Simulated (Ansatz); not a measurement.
# LaIn: the change of energy above lowest point with volume scale

Results calculated with Ansatz 0.2.0, not measured. Free energy against uniform scaling of the volume at fixed shape and fractions; periodic cell, basis, potentials, k mesh and filling as listed.

The cell before it is scaled or strained (space group Pm-3m, No. 221):
```
CELL_PARAMETERS angstrom
3.95410 0.00000 0.00000
0.00000 3.95410 0.00000
0.00000 0.00000 3.95410
ATOMIC_POSITIONS crystal
La 0.50000 0.50000 0.50000
In 0.00000 0.00000 0.00000
```

Settings of every row: functional PBEsol; dispersion none; potentials all-electron LAPW; k mesh 7x7x7; k shift 0x0x0; occupations fermi dirac; smearing width 0.1 eV; spin none.

Limits: coarse k mesh, up to 40 meV an atom off; the cell comes from a prototype or a list of computed structures and needn't be the stable phase.

```csv
row,volume scale,V (Å³/atom),energy above lowest point (meV/atom)
1,0.94,29.056,1.4
2,0.96,29.675,0
3,0.98,30.293,2.8
4,1,30.911,9.4
5,1.02,31.529,?
6,1.04,32.147,32.4
7,1.06,32.766,48.2
```

Question: what energy above lowest point should row 5 give?

Worked fit of energy above lowest point. Take u = (V_r/V)^(2/3) − 1 with V_r = 30.602 Å³ an atom, which is twice the finite (Eulerian) strain; such expansions in the strain, on which the Birch-Murnaghan equation of state is built, carry the rest volume and the bulk modulus. The shown rows have u = 0.03516, 0.02072, 0.00679, -0.00668, -0.0323, -0.04453. Least squares give energy above lowest point = 5.65 − 490.5 × u + 10481 × u² + 878 × u³ meV/atom; a parabola predicts inner rows, each left out in turn, worse (root mean square 0.018 against 0.0071 meV/atom). All shown rows lie on it to the printed digit. Its lowest point lies at u = 0.0233, or V = 29.56 Å³ an atom, and the curvature there gives the bulk modulus at fixed shape and fractions, B = (4/9)(1 + u)² E″(u)/V = 53.2 GPa. The withheld row has u = -0.0197, so the fit gives 5.65 − 490.5 × (-0.0197) + 10481 × (-0.0197)² + 878 × (-0.0197)³ = 19.4 meV/atom.

The calculation gave 19.4 meV/atom. The fit meets it to the printed digit.
